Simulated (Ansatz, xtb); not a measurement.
**Two isomers of C4H11BClP**

We compare X, `C=C[B@-]([PH3+])(Cl)CC`, a singlet, with Y, `C[C@@H]1CC[B@-]1([PH3+])Cl`, a singlet. Both are isolated molecules in the gas phase, relaxed with PBE-D3(BJ)/def2-SVP; the shapes shown needn't be the lowest conformers.

X (Å):

```yaml
atoms:
  - { symbol: C, position_ang: [0.9225, -0.5679, 3.8513] }
  - { symbol: C, position_ang: [1.2051, -0.1406, 2.6024] }
  - { symbol: C, position_ang: [-1.3568, -0.4779, 1.6265] }
  - { symbol: C, position_ang: [-2.2514, -0.6712, 0.3981] }
  - { symbol: B, position_ang: [0.2055, -0.2004, 1.3567] }
  - { symbol: Cl, position_ang: [0.5322, 1.1942, 0.1188] }
  - { symbol: P, position_ang: [0.9856, -1.7309, 0.2618] }
  - { symbol: H, position_ang: [1.6434, -0.4843, 4.6828] }
  - { symbol: H, position_ang: [-0.0568, -1.0106, 4.1039] }
  - { symbol: H, position_ang: [2.2072, 0.3007, 2.4334] }
  - { symbol: H, position_ang: [0.5316, -1.9452, -1.0759] }
  - { symbol: H, position_ang: [0.9584, -3.0722, 0.7649] }
  - { symbol: H, position_ang: [2.3833, -1.5803, 0.0293] }
  - { symbol: H, position_ang: [-1.7096, 0.4026, 2.2101] }
  - { symbol: H, position_ang: [-1.4688, -1.3437, 2.3184] }
  - { symbol: H, position_ang: [-3.3253, -0.7578, 0.6627] }
  - { symbol: H, position_ang: [-1.9887, -1.5939, -0.1663] }
  - { symbol: H, position_ang: [-2.1422, 0.1780, -0.3070] }
```

Y (Å):

```xyz
18

C    -1.9466    1.4048    2.0905
C    -0.9558    0.9547    1.0163
C    -0.3922    2.1281    0.1532
C    -1.4382    1.9459   -0.9844
B    -1.6970    0.4625   -0.3659
Cl   -3.3513   -0.4061   -0.3886
P    -0.5667   -0.8866   -1.2772
H    -2.7272    2.0735    1.6715
H    -1.4369    1.9590    2.9083
H    -2.4769    0.5395    2.5379
H    -0.1795    0.3116    1.4872
H    -0.3559    3.1232    0.6501
H     0.6376    1.9095   -0.2035
H    -1.1087    2.1307   -2.0277
H    -2.3407    2.5666   -0.8078
H    -0.5081   -2.1677   -0.6517
H     0.8289   -0.6279   -1.4686
H    -0.9434   -1.2613   -2.6024
```

Question: Which of the two would you expect CCSD(T)/def2-SVP + ΔMP2/def2-TZVPP electronic energies to favour?

Answer: Structure X; the calculation gives E(Y) − E(X) = +0.205 eV.

The same difference at several levels:

| level | geometry | E(Y) − E(X) (eV) | departure from the last row (eV) | job, with rough time for the two |
| --- | --- | --- | --- | --- |
| GFN2-xTB | GFN2-xTB | −0.445 | −0.650 | optimisation, 0.75 s |
| HF/STO-3G | GFN2-xTB | −0.965 | −1.170 | single point, 0.72 s |
| r2SCAN-D4/def2-SVP | GFN2-xTB | +0.038 | −0.167 | single point, 4.5 s |
| PBE-D3(BJ)/def2-SVP | PBE-D3(BJ)/def2-SVP | +0.026 | −0.179 | optimisation, 52 s |
| HF/def2-SVP | PBE-D3(BJ)/def2-SVP | +0.299 | +0.094 | part of the CCSD(T) run |
| MP2/def2-SVP | PBE-D3(BJ)/def2-SVP | +0.027 | −0.177 | part of the CCSD(T) run |
| CCSD(T)/def2-SVP | PBE-D3(BJ)/def2-SVP | +0.145 | −0.060 | single point |
| CCSD(T)/def2-SVP + ΔMP2/def2-TZVPP | PBE-D3(BJ)/def2-SVP | +0.205 |  | single point, 92 s |

As drawn, Y has 2 C–C in place of 1 C=C. Structure X has no ring, Y a 4-membered ring.

GFN2-xTB, HF/STO-3G put the two in the other order. The largest departure from CCSD(T)/def2-SVP + ΔMP2/def2-TZVPP is that of HF/STO-3G, 1.170 eV. The last row adds to CCSD(T) the change of the MP2 difference between the two basis sets, here +0.060 eV.

With thermal terms from frequencies at re-optimised GFN2-xTB minima (ideal gas, soft modes damped towards free rotors, one conformer each, 298.15 K, 1 atm): the zero-point term adds +0.072 eV; ΔH is +0.251 and ΔG +0.302 eV.

The correlated steps freeze 15 core orbitals. Run with Ansatz 0.2.0, xtb 6.7.1; the last row on 4 threads of Intel(R) Xeon(R) Platinum 8259CL CPU @ 2.50GHz (Skylake/Cascade Lake) on a shared host.

Structure X is favoured by a modest margin because two large contributions nearly cancel. Closing the ring exchanges the π component of a C=C bond for a C–C σ bond, which is normally favourable, but the four-membered ring costs angle strain and eclipsing. Here the strain evidently outweighs the bonding gain.

With def2-SVP at the same geometries, correlation shifts the balance towards Y, probably because the compact, more σ-bonded skeleton gains more from medium-range electron correlation. MP2 overshoots this shift, and CCSD(T) restores part of the preference for X. The strong bias of HF/STO-3G towards the ring probably reflects a minimal basis too inflexible to balance π bonding against strained σ bonds.

Vibrational and entropic terms reinforce the electronic preference: the ring is stiffer, while open X keeps softer torsions of its vinyl and ethyl groups. The result concerns relative energy only; it shows neither a barrier to ring closure nor whether either adduct resists loss of phosphine, a weak donor towards boron.
